## A squeeze and a stretch

Take a crystal of AlInSb₂, an antimonide with the fourfold bonding of zinc blende and with aluminium and indium in alternate layers. Change its length along the layer axis and adjust its width so that the volume stays the same. Which costs more energy, squeezing the axial ratio to 0.85 of its starting value or stretching it to 1.2? And does the crystal keep its band gap?

A four-atom AlInSb2 cell (P-4m2, a = 4.506 Å, c = 6.349 Å, not relaxed at this level) is deformed along c at fixed volume and fixed fractional coordinates. Ansatz 0.2.0 ran scalar-relativistic plane-wave PAW calculations with PBEsol, no spin polarisation, a 420 eV cutoff, an 8×8×6 k mesh and 0.03 eV Gaussian smearing. Energies are free energies. The PAW datasets were made for PBE, not for PBEsol, and the effect of that mismatch was not tested here.

```
axial ratio (over its starting value)  energy change (meV/atom)  pressure (GPa)  gap on mesh (eV)
                                 0.85                         ?               ?                 ?
                                 0.92                      15.1           -0.87             0.356
                                 0.96                       4.2           -0.77             0.443
                                  1.0                       0.0           -0.73             0.393
                                  1.1                      21.0           -0.81             0.151
                                  1.2                         ?               ?                 ?
```

The energy change is counted from the starting shape. The gap on mesh separates the highest filled from the lowest empty level among the sampled electron wave vectors. The negative pressures suggest that the cell is larger than PBEsol would choose, though the finite set of plane waves may contribute to them. The curve belongs to this volume. The atoms also keep their fractional coordinates; letting them move could only lower the energy of each shape.

## What the deformation does to the bonds

Let $r$ be the axial ratio over its starting value and $x=\ln r$. At fixed volume, lengths along the axis are multiplied by $w=r^{2/3}$ and lengths across it by $u=r^{-1/3}$. In an ideal tetrahedral network each bond then points along $(\pm u,\pm u,\pm w)$.

In this ideal network the bonds hardly change in length: at $r=1.2$ they are only 0.8 % longer. The angles change much more. Two bonds on the same side of an atom along the axis enclose 109.5° at the start, 99° at $r=1.2$ and 118° at $r=0.85$. In the actual cell the Al–Sb bonds are shorter than the In–Sb bonds, so the starting angle is a few degrees wider at aluminium and a few degrees narrower at indium. The ideal network stands for the average. The crystal should therefore resist mainly through the stiffness of its bond angles.

Keating's model measures bending by the scalar product of two bond vectors, which is $-1$ for every pair in the undeformed network, in suitable units. Two of the six pairs at an atom lie on the same side, and their product becomes $w^2-2u^2$. The other four pairs have the product $-w^2$. Squaring the departures from $-1$ gives

$$B=2\,(w^2-2u^2+1)^2+4\,(1-w^2)^2 .$$

This expression is lopsided. The squared length along the axis gains more in a stretch than it loses in an equal squeeze, so stretching should cost more than a simple parabola in $x$ allows.

## From four known rows to two energies

The model is $\Delta E=kB+ax$, with two constants fitted to the four known rows. The small term $ax$ is allowed because the layering makes the crystal slightly different from a cubic one, so symmetry doesn't force the energy to be level at $r=1$. Its sign changes when the parabola replaces $B$, and it deserves no further meaning. The bending curve follows the known rows somewhat better than the parabola, but so few points give only a weak preference.

Here is the estimate for $r=1.2$, which took no part in the fit. The squared factors are $w^2=1.275$ and $u^2=0.886$, so

$$B=2\,(0.504)^2+4\,(0.275)^2\approx0.81 .$$

With $k=104.3$ and $a=-6.7$ meV/atom, and $x=0.182$, the energy is $104.3\times0.81-6.7\times0.182\approx83$ meV/atom.

The forecasts are:

- **Axial ratio 0.85:** 54 ± 8 meV/atom.
- **Axial ratio 1.2:** 83 ± 10 meV/atom, clearly dearer than the squeeze.
- **Shape of the curve:** no second minimum at either end.

The error bars are a judgement. They cover the distance to the parabola, which would give 59 and 76 meV/atom, and some softening that neither curve contains. Squeezing leads towards the beta-tin structure, in which each atom gains two more near neighbours along the axis, and a closing gap may soften the crystal too. For the pressure only the sign is forecast: negative in both rows.

## From four known rows to two gaps

Among the known rows the gap is largest at 0.96, not at the starting shape. Standard band theory suggests why. The valence top of such a crystal is built mainly from three p orbitals, one along the axis and two across it. A squeeze raises the first, a stretch raises the other two, and whichever lies highest limits the gap. The gap then has the shape of a tent, with its ridge where the levels cross.

In an ordinary zinc-blende crystal without layers, symmetry puts this crossing exactly at the cubic shape. Here the layering can split the levels before any strain is applied and so move the ridge. That reading fits the table, but no orbital character has been examined to confirm it.

A tent with equal slopes, fitted to the four known rows, has its ridge near $r=0.97$ and falls by about 25 meV for each 0.01 of $x$. That is roughly the thermal energy at room temperature. If the real gap responds as the computed one does, a change of one per cent in axial ratio at fixed volume would therefore noticeably change the number of thermally excited carriers in an undoped sample of this layered crystal, and its direction would decide whether the gap first grows or shrinks. In a film strained by its substrate the volume changes too, and that can offset this effect or even outweigh it.

The forecasts are:

- **Axial ratio 0.85:** 0.15 ± 0.12 eV, small but open.
- **Axial ratio 1.2:** closed, or at most 0.06 eV.

The closure itself is not a blind forecast. The notes supplied with the data, though not the run records, mention a gap that closes along the scan, so only the place of the closure is forecast.

## The computed values

The withheld rows as computed:

```
axial ratio (over its starting value)  energy change (meV/atom)  pressure (GPa)  gap on mesh (eV)
                                 0.85                      49.4           -1.22             0.155
                                  1.2                      86.5           -0.96             0.000
```

Both energies fall inside their ranges. The squeeze costs 49.4 meV/atom, so the forecast was 10 % too high; the stretch costs 86.5 meV/atom, and the forecast was 4 % too low. Both ends lie well above their neighbours, so no second minimum appears at either. Both pressures are negative, as forecast.

The gaps fall inside their ranges as well. At 0.85 the computed gap is 0.155 eV, much closer to the forecast than the error bar entitled us to hope. At 1.2 the gap is zero. The tent formula itself gives a slightly negative number there, which was read as a closed gap.

## What the energies teach

The two misses have opposite signs, and together they say one thing: the crystal is even more lopsided than angle bending makes it. The stretch costs 1.75 times as much as the squeeze ($86.5/49.4$). Some of that is only the larger strain: in $x$ the stretch goes further than the squeeze, so even a parabola makes it dearer. The parabola gives a ratio of 1.29 ($75.9/58.9$) and the bending model 1.53 ($83.35/54.34$). The geometry of the bond angles thus carries the forecast about half of the way from the parabola to the computed asymmetry.

The parabola misses by about 10 meV/atom at each end, too high for the squeeze and too low for the stretch. It had looked almost as good on the known rows. Near a minimum many curves nearly agree, and larger strains tell them apart more clearly.

Why is the squeezed crystal softer than the model? Loss of the gap is probably not the reason, because the mesh still shows a gap at 0.85, though it could miss a closure between its points. New bonds of the beta-tin kind are unlikely too: the atoms that would become the extra neighbours along the axis are still about twice a bond length away. The model also assumes that the bending stiffness is the same at every shape, and a stiffness that falls as the crystal is squeezed would give such a miss. This remains a guess, since the bonding was not analysed.

The smaller miss at 1.2 deserves less interpretation. Bond stretching, which the model ignores, would raise the energy there, though it would also raise it at 0.85, where the model is already too high. This row has also lost its gap, and a metal usually needs a denser mesh than an insulator, all the more with a smearing as narrow as 0.03 eV. Extrapolating to zero smearing hardly changes the energy, but that doesn't test the mesh, and no denser one was run. The miss is small enough to come simply from carrying a fit with two constants beyond its rows.

## What the gaps do and don't teach

The success of the tent doesn't establish the p-orbital picture. In its simplest form that picture makes the gap fall twice as steeply on the squeezed side as on the stretched side, whereas the known rows give 20 and 25 meV for each 0.01 of $x$. The equal slopes were an empirical choice. Probably the conduction edge moves with strain too.

Nor should the closure be carried over to a real crystal. PBEsol makes gaps too small, which favours early closure. The missing spin-orbit coupling works the other way: in nearly cubic antimonides it raises the valence top by roughly 0.2 eV, which is comparable with the gap at 0.85, though a strong squeeze weakens the effect. The mesh may also miss the true band edges, and the thermal and zero-point motion of the atoms, which can shift a gap, is left out. What the calculation does show is the pattern: a gap that is largest for a slightly squeezed crystal and shrinks under strong strain of either sign.

The printed output below gives the fits and their misses.

## Guessing a neighbouring case

For another tetrahedral semiconductor deformed in this way, begin with the angles. Expect the stretch to cost more than an equal squeeze in $\ln r$. Whether a bending model understates the difference there too can't be told from this one crystal. Then ask whether symmetry makes the starting shape truly cubic. If it does, the energy is level there and, as long as spin-orbit coupling is left out, the three p levels meet there; if layers break the symmetry, both features may shift.

The analysis program printed:

```
fit of energy_change on 4 rows: coefficient of x -6.662 +/- 1.9, coefficient of B 104.3 +/- 0.98; rms 0.171, worst 0.96 -0.319, leave-one-out rms 2.05
  rows outside the fit (model, value, miss): 0.85 54.34, 49.4, 4.94; 1.2 83.35, 86.5, -3.15
fit of energy_change on 4 rows: coefficient of x 4.438 +/- 3.6, coefficient of x**2 2258 +/- 41; rms 0.331, worst 0.96 -0.618, leave-one-out rms 3.63
  rows outside the fit (model, value, miss): 0.85 58.92, 49.4, 9.52; 1.2 75.88, 86.5, -10.6
fit of gap_on_mesh on 4 rows: constant 0.4704 +/- 0.011, coefficient of abs(x - s) -2.454 +/- 0.15, s -0.03325; rms 0.0068, worst 0.96 0.00886, leave-one-out rms 0.0337
  rows outside the fit (model, value, miss): 0.85 0.1532, 0.155, -0.00183; 1.2 -0.05865, 0, -0.0586
Ideal geometry and forecast ranges (known rows show the model value):
   row  angle_deg  bond_change_percent  E_low_meV  E_high_meV  gap_low_eV  gap_high_eV
  0.85        118               0.5658      46.34       62.34     0.03317       0.2732
  0.92      113.9               0.1516      15.22       15.22      0.3474       0.3474
  0.96      111.7               0.0367      3.881       3.881      0.4519       0.4519
   1.0      109.5                    0          0           0      0.3888       0.3888
   1.1      104.2               0.2061      20.97       20.97      0.1549       0.1549
   1.2      99.37               0.7685      73.35       93.35           0      0.06135
Bending less parabola at 0.85 (meV/atom): -4.584
Bending less parabola at 1.2 (meV/atom): 7.475
Gap rise from 0.92 to 0.96 per 0.01 of log strain (meV): 20.44
Gap fall from 1.0 to 1.1 per 0.01 of log strain (meV): 25.39
Bending forecast less computed energy at 0.85 (percent of computed): 10
Bending forecast less computed energy at 1.2 (percent of computed): -3.641
Energy over squared log strain at 0.85 (eV/atom): 1.87
Energy over squared log strain at 0.92 (eV/atom): 2.172
Energy over squared log strain at 1.1 (eV/atom): 2.312
Energy over squared log strain at 1.2 (eV/atom): 2.602
```
